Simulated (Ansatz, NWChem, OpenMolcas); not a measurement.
**Computed against measured: atomisation enthalpy at 298 K**

6 molecules; the atomisation enthalpy at 298 K in kJ/mol, computed less measured. Shapes, held fixed at every level: PBE0-D4/def2-TZVP. Flexible molecules stand in one conformer, not always the lowest. Thermal terms are harmonic and unscaled (PBE0-D4/def2-TZVP); the spin-orbit lowering of the free atoms is taken from their spectra. Programs: Ansatz 0.2.0, NWChem 7.3.0, OpenMolcas 26.06. A level may come from different programs for different species; with the same settings they agree closely. Measured values: Active Thermochemical Tables, NIST-JANAF tables.

Levels: A = BLYP/def2-TZVPP; B = M06-2X/def2-TZVPP; C = CCSD(T)/def2-SVP; D = CCSD(T)/CBS estimate.

```json
{"molecule": "B(OH)O (oxoborinic acid)", "from tabulated heats": "1847", "A": "+6", "B": "+2", "C": "-109", "D": "-19"}
{"molecule": "CH3Cl (chloromethane)", "from tabulated heats": "1575", "A": "-27", "B": "-4", "C": "-93", "D": "-1"}
{"molecule": "CH3F (fluoromethane)", "from tabulated heats": "1687", "A": "-7", "B": "-5", "C": "-87", "D": "-1"}
{"molecule": "CH3O (hydroxymethyl radical)", "from tabulated heats": "1636", "A": "+7", "B": "0", "C": "-100", "D": "-1"}
{"molecule": "CH4 (methane)", "from tabulated heats": "1663", "A": "-14", "B": "-9", "C": "-68", "D": "0"}
{"molecule": "H3NO (hydroxylamine)", "from tabulated heats": "1419", "A": "+24", "B": "-8", "C": "-142", "D": "+2"}
```

Question: Which level does best on this set, which worst, and which err to one side?

Answer: 
```
               level                   kind  mean error  mean absolute error  worst case
     BLYP/def2-TZVPP                    GGA        -1.8                 14.2       CH3Cl
   M06-2X/def2-TZVPP          global hybrid        -4.0                  4.7         CH4
    CCSD(T)/def2-SVP  coupled cluster or CI       -99.8                 99.8        H3NO
CCSD(T)/CBS estimate  coupled cluster or CI        -3.3                  4.0      B(OH)O
```

On this set CCSD(T)/CBS estimate has the smallest mean absolute error and CCSD(T)/def2-SVP the largest. M06-2X/def2-TZVPP is too low in 4 of 6; CCSD(T)/def2-SVP is too low in 6 of 6; CCSD(T)/CBS estimate is too low in 4 of 6. Heats of the atoms come from ATcT where it has them, that of boron, 570 kJ/mol, from recent work. The levels differ in basis as well as in method. The tabulated value of B(OH)O is in doubt (older tables, estimates, or at odds with other calculations) and kept here. Over the 5 molecules whose values aren't doubted the mean absolute errors are A 15.8; B 5.2; C 98.0; D 1.0. The smallest two are near a tie. Correlated wave functions converge slowly with the basis. Open shells run unrestricted. The CBS estimate extrapolates MP2 from def2-TZVPP and def2-QZVPP and adds CCSD(T) − MP2 in the triple-zeta set, cores frozen. The set is small.

The large, uniformly negative errors of CCSD(T)/def2-SVP come from the basis, since the same treatment of correlation brings five of the six molecules within 2 kJ/mol near the basis limit. Bond formation adds correlation between newly paired electrons, and a small set with few polarisation functions recovers too little of it. The shortfall is smallest in methane and largest in hydroxylamine, where adjacent lone pairs on nitrogen and oxygen probably make heavier demands on the basis.

BLYP's small mean error reflects cancellation, not accuracy: it overbinds hydroxylamine by 24 kJ/mol and underbinds chloromethane by 27, so its errors depend on the type of bond and needn't cancel in reaction energies.

The near tie between M06-2X and the CBS estimate rests on oxoborinic acid alone. A miss of 19 kJ/mol would be unusual for CCSD(T) in a small closed-shell molecule, which suggests that the reference is at fault and that the closer match of both functionals there is fortuitous.
